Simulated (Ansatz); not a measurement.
# Which isomer of CH4OSb− gives these data?

These gas-phase data were calculated for one isomer of CH4OSb− at B3LYP-D3(BJ)/def2-SVPD (harmonic, unscaled wavenumbers; equilibrium rotational constants with average atomic masses):

* rotational constants: 8.131, 5.681, 3.455 GHz
* all wavenumbers above 1500 cm⁻¹: 3869, 3079, 3068, 2986

Candidates:

(1) `C[O][SbH-]`, a singlet
(2) `[CH3][Sb-][OH]`, a singlet
(3) `[CH3][SbH][O-]`, a singlet

Q: Which structure fits?

A: Candidate (2). The band at 3869 cm⁻¹ lies where the O–H stretch is expected; (1), (3) have no mode between 3300 and 4000 cm⁻¹.

The same quantities for all candidates:

```
     rotational constants (GHz)  wavenumbers above 1500 cm⁻¹  E above the lowest, B3LYP-D3(BJ)/def2-SVPD (kcal/mol)
(1)         34.48, 2.961, 2.854       2923, 2905, 2874, 1743                                                    9.1
(2)         8.131, 5.681, 3.455       3869, 3079, 3068, 2986                                                    0.0
(3)          10.3, 5.537, 3.857       3112, 3091, 2997, 1602                                                   12.1
```

Harmonic stretches to hydrogen usually lie a few per cent above observed fundamentals. Each candidate is one conformer. Atoms past krypton carry core potentials. Programs: Ansatz 0.2.0.

The missing Sb–H stretch supports the assignment as much as the O–H band does: (1) and (3) place that mode at 1743 and 1602 cm⁻¹, while (2) has nothing between its C–H stretches and 1500 cm⁻¹. The rotational constants independently exclude (1), whose C–O–Sb chain puts the heavy atom at one end and leaves little mass far from the long axis, hence the large first constant. In (2) and (3) antimony sits between carbon and oxygen, so their constants are much closer.

The energy order probably reflects the strength of O–H compared with Sb–H bonds. Moving the proton from oxygen to antimony, as in (3), allows a stronger Sb–O⁻ interaction, but this evidently does not repay the loss of the O–H bond. The low Sb–H wavenumber in (3) suggests donation from the oxygen lone pairs into the Sb–H antibonding orbital. The relative energies say nothing about the barriers to interconversion.
